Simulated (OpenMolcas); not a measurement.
# GeH2O2 (SMILES [OH][Ge][OH]): methods side by side

The species is GeH2O2 (5 atoms), meant as a singlet with charge 0. As SMILES, `[OH][Ge][OH]`. The coordinates come from a PBE0-D4/def2-TZVP relaxation. This is one conformer, not always the lowest.

```xyz
5

O    -1.3410   -0.0995   -0.3774
Ge   -0.3164   -0.8958    0.8553
O     1.2819   -0.1423    0.5702
H    -0.9409    0.5508   -0.9615
H     1.3664    0.5132   -0.1279
```

Each level gives the energy change with the O3–H5 bond stretched from 0.961 to 1.105 Å (eV). The values are calculated.

| level | kind | program | value (eV) | CPU time (all runs) |
| --- | --- | --- | --- | --- |
| SVWN5/def2-SVPD (restricted) | LDA | OpenMolcas | 0.29 | 45 s |
| revPBE/def2-SVPD (restricted) | GGA | OpenMolcas | 0.30 | 57 s |
| M06-L/def2-SVPD (restricted) | meta-GGA | OpenMolcas | 0.39 | 80 s |
| r2SCAN/def2-SVPD (restricted) | meta-GGA | OpenMolcas | 0.36 | 76 s |
| B3LYP/def2-SVPD (restricted) | global hybrid | OpenMolcas | 0.36 | 55 s |
| M06-2X/def2-SVPD (restricted) | hybrid meta-GGA | OpenMolcas | 0.39 | 69 s |
| PBE0/def2-SVPD (restricted) | global hybrid | OpenMolcas | 0.39 | 54 s |
| B2PLYP/def2-SVPD (restricted) | double hybrid | OpenMolcas | 0.36 | 44 s |

All-electron rows without a relativistic Hamiltonian named are non-relativistic. The first shape isn't each level's own minimum. The values span 0.29 to 0.39 eV. CPU times are rough (shared hosts, several kinds of processor): they show what a rung costs within a factor of a few.

Stretching one O–H bond costs 0.29 to 0.39 eV, and the split is between functional classes: SVWN5 and revPBE lie lowest at 0.29 and 0.30 eV, while every meta-GGA, hybrid and double hybrid falls between 0.36 and 0.39 eV. The cost reflects the loss of overlap between H 1s and an oxygen valence orbital in a stiff, polar σ bond. Germanium is probably close to a spectator, since its lone pair and the O-to-Ge π donation into its formally empty 4p orbital are little disturbed by this motion.

The two low values probably arise because LDA and GGA favour longer O–H bonds, so the starting geometry is already slightly compressed for them. Exact exchange is not required for a higher value, as M06-L matches PBE0 and M06-2X at 0.39 eV, nor does the cost rise steadily with rung, since B2PLYP returns to 0.36 eV. This short displacement probes the local O–H potential and does not establish how the methods would order for full bond dissociation.
